The last row of the table looks wrong. B3LYP/def2-SVP includes polarisation functions, which 3-21G and 6-31G do not, and its anisotropy is better than theirs. Yet its average magnetisability, −301.8, lies further from the large-basis result than either of theirs. The richer description seems to have made the main number worse.

Magnetisability of methyl fluoride (CH₃F), computed with PySCF 2.14.0 by non-relativistic Kohn-Sham DFT with GIAOs and density fitting, in the gas phase. All rows use the same PBE0-D3(BJ)/def2-SVP geometry. The anisotropy is the square root of half the summed squared differences of the principal values, and the susceptibility is molar.

```csv
level,magnetisability (1e-30 J/T^2),magnetisability anisotropy (1e-30 J/T^2),susceptibility (1e-6 cm^3/mol)
B3LYP/MINI,-363.1,100.40,-21.860
LC-wPBE/aug-pcSseg-2,-316.1,141.50,-19.040
B3LYP/def2-SVPD,-314.7,142.50,-18.950
"B3LYP/6-31++G(d,p)",-310.9,144.00,-18.720
B3LYP/def2-QZVP,-310.0,143.10,-18.670
B3LYP/pcSseg-2,-309.8,143.40,-18.660
B3LYP/IGLO-III,-309.3,143.60,-18.620
B3LYP/3-21G,-305.8,117.50,-18.410
B3LYP/6-31G,-305.6,129.90,-18.410
B3LYP/def2-SVP,-301.8,133.00,-18.180
```

What misleads is the close agreement of the two simpler sets with the large-basis average. Each makes two errors that partly cancel in the average, and def2-SVP repairs mainly one of them. The anisotropy shows this, because there the errors do not cancel.

The molecule is methyl fluoride, CH₃F. All magnetisabilities below are in 10⁻³⁰ J/T², and the susceptibility column is the same quantity per mole. The reference is B3LYP/def2-QZVP, which has the lowest energy of the B3LYP rows. A low energy alone does not prove that the magnetisability is converged, but 6-31++G(d,p), pcSseg-2 and IGLO-III agree with it to within 0.9 in the average. An error here means a departure from that row, so it measures the basis set and not the agreement with experiment.

## Two large terms of opposite sign

A magnetic field makes the electron cloud circulate, and the moment of that current opposes the field. This is the diamagnetic term, and it grows with the spread of the cloud. In a free closed-shell atom it is the whole answer. In a molecule the nuclei hinder the free circulation: the field mixes empty orbitals into the occupied ones, and the resulting currents give a moment along the field. This is the paramagnetic term.

For CH₃F the two terms are roughly −1000 and +690, so the magnetisability is what remains of a large cancellation. A basis set can spoil it in two ways. It can give the cloud the wrong size, or it can let the cloud respond too weakly or too strongly.

Direction matters as well. CH₃F has one magnetisability for a field along the C–F axis and another for a field across it. The across value counts twice in the average. The anisotropy is the difference between the two, about −262 across and −405 along in the reference, hence 143.

## 3-21G: a good average from two errors

Compared with the reference, 3-21G has an electron cloud that is too compact, so its diamagnetic term is too weak in both directions. Its response is wrong in opposite ways: too weak across the axis and too strong along it. In whole units, with a positive shift meaning less diamagnetic, the diamagnetic and paramagnetic shifts add up as follows:

- across C–F: 13 − 17 = −4
- along C–F: 9 + 12 = 21

Across the axis the errors nearly cancel, and along it they add. The average hides this, because it counts the good direction twice: (21 − 2 × 4)/3 ≈ 4, an error of 1.4%. The anisotropy takes the difference, −4 − 21 = −25, and comes out 18% too small. 6-31G follows the same pattern with smaller errors in the response.

The weak response across the axis has a likely explanation. A field in that direction turns σ orbitals towards π orbitals, and the response is only as good as the empty orbitals available for the mixing. The field-dependent phases of the basis functions already account for much of the effect of an atom's distance from the origin. The rest needs flexible functions, and a small set has few. The numbers fit this reasoning: the shortfall across the axis shrinks from MINI through 3-21G and 6-31G to def2-SVP.

The excess along the axis is harder to explain. If each of the three protons carried one whole electron around the axis, as a round atom that does not itself spin, the current of these electrons would cancel that of the protons, and the paramagnetic term would have a definite full value. The calculation gives 82% of it with 3-21G and 77% with def2-QZVP. My guess is that a small set ties the charge of the C–H bonds too firmly to the protons, and that more flexible functions let it slip past them.

## def2-SVP: less cancellation, worse average

The same sum for def2-SVP explains the odd row:

- across C–F: 11 − 6 = 5
- along C–F: 7 + 8 = 15

The cloud is almost as compact as with 3-21G and slightly more compact than with 6-31G, but the response across the axis is better than with either. What remains of its shortfall hides only about half of the error that the compact cloud causes in that direction. The average is therefore off by (15 + 2 × 5)/3 ≈ 8, about twice the error of 3-21G. The anisotropy, in contrast, is now only 7% too small.

Diffuse functions supply what is lacking. Going from def2-SVP to def2-SVPD makes the average diamagnetic term stronger by 11.3, while the average paramagnetic term falls by only 1.5. The outer part of the cloud, which counts most because the distance enters squared, can now spread out.

The small change in the average response again hides a larger one in its direction. The excess along the axis disappears and the shortfall across it is roughly halved. The anisotropy rises from 133.0 to 142.5, close to the reference. The average overshoots slightly and ends 1.5% too diamagnetic.

## MINI: the same response errors, the opposite size error

MINI stands at the other end of the table, with −363.1 against −310.0 for the reference. Its response errs in the same directions as that of 3-21G, but its cloud is too large instead of too small. The cancellation therefore changes places:

- across C–F: −38 − 29 = −67
- along C–F: −42 + 17 = −25

Now the errors add in the direction that counts twice. The average is 17% too diamagnetic, and the anisotropy is 30% too small.

The likely source of the swollen cloud is the hydrogen atoms. A minimal basis gives each hydrogen a single function of fixed shape, and in MINI that shape suits the free atom. In a bond the electron is drawn closer to the nuclei, but a single fixed function cannot contract. A split-valence set has an inner and an outer function and can shift weight between them.

The size of this effect follows from the Langevin formula for the average diamagnetic term:

ξ(dia) = −(e²/6m) Σ⟨r²⟩

Here e and m are the charge and mass of the electron, r is its distance from the centre of mass, and the sum runs over all electrons. With r² in squares of the bohr radius a₀, the factor e²a₀²/6m is about 13.

1. A hydrogen 1s function with exponent ζ has ⟨r²⟩ = 3/ζ².
2. For the free atom ζ = 1, which gives 3. For hydrogen in a bond ζ is roughly 1.2, which gives about 2.1.
3. The excess is about 0.9 per electron, or 2.8 for three hydrogens before rounding.
4. Multiplied by −13, this is a shift of about −36.

The calculation gives −39 for the diamagnetic part of the MINI error. Nothing was fitted, but the closeness is partly luck, since the exponent is a rough value and carbon and fluorine were left out. The estimate suggests that hydrogen functions of fixed size are enough to produce an error of this order. The nearly equal diamagnetic shifts along and across the axis also fit round atoms that have swollen.

## How far cloud size alone explains the errors

The simplest model says that a basis error is an error in the size of the cloud and nothing else. It takes the change in the diamagnetic term as the whole change and has no adjustable constant. For the four small sets, MINI, 3-21G, 6-31G and def2-SVP, it gives the correct direction of the error in the average. For the three split-valence sets it hardly gives the amount: the typical miss is 4.9, against a typical error of 5.9.

For the anisotropy the model fails altogether. In each of the four small sets the change in cloud size would raise the anisotropy slightly, whereas the computed value falls. The loss comes from the response, which is too strong along the axis and too weak across it.

The division into two terms depends on the chosen origin, here the centre of mass. Moving the origin by one bohr along the axis changes a diamagnetic shift across the axis by at most 4.8 in any row. That alters the shares somewhat but leaves nearly all of the loss of anisotropy with the response. Charge that sits on a different atom also changes the two terms in opposite directions, so the two errors are not fully independent.

## The row with another functional

LC-wPBE/aug-pcSseg-2 gives −316.1, more diamagnetic than the well-converged B3LYP rows. It would be easy to read this as a more extended cloud, but the two terms say otherwise. Compared with B3LYP/pcSseg-2, the diamagnetic term is weaker by 2.3 and the paramagnetic term is weaker by 8.6. The molecule is more diamagnetic because less of its diamagnetism is cancelled.

This row changes the functional and the basis together, so the comparison does not show which of them weakened the response. A B3LYP calculation with aug-pcSseg-2 would separate the two.

## What to do about it

Judge a basis set by the values along and across the axis, or by the average and the anisotropy together. The anisotropy alone is blind to an error that both directions share, as with def2-SVPD. In this table an average within 1.4% of the reference goes together with an anisotropy that is 18% too small. If only the average had been compared, 3-21G would have looked better than def2-SVPD.

For CH₃F, use a set with diffuse functions or one of the larger sets. The B3LYP rows of this kind lie within about 1.5% of the reference in the average and within 1% in the anisotropy. Four of them, 6-31++G(d,p), def2-QZVP, pcSseg-2 and IGLO-III, span only 1.6 in the average, and their order carries no physical message. The four small sets miss the anisotropy by 7 to 30%.

Before comparing with a measurement, remember that these values belong to one fixed geometry without vibrational averaging, and that the functional has an error of its own. A converged basis removes neither. CH₃F also serves as a plasma etch gas for silicon nitride, but its magnetisability does not govern the etching, so the trend matters there only as a check on the computed electron cloud.
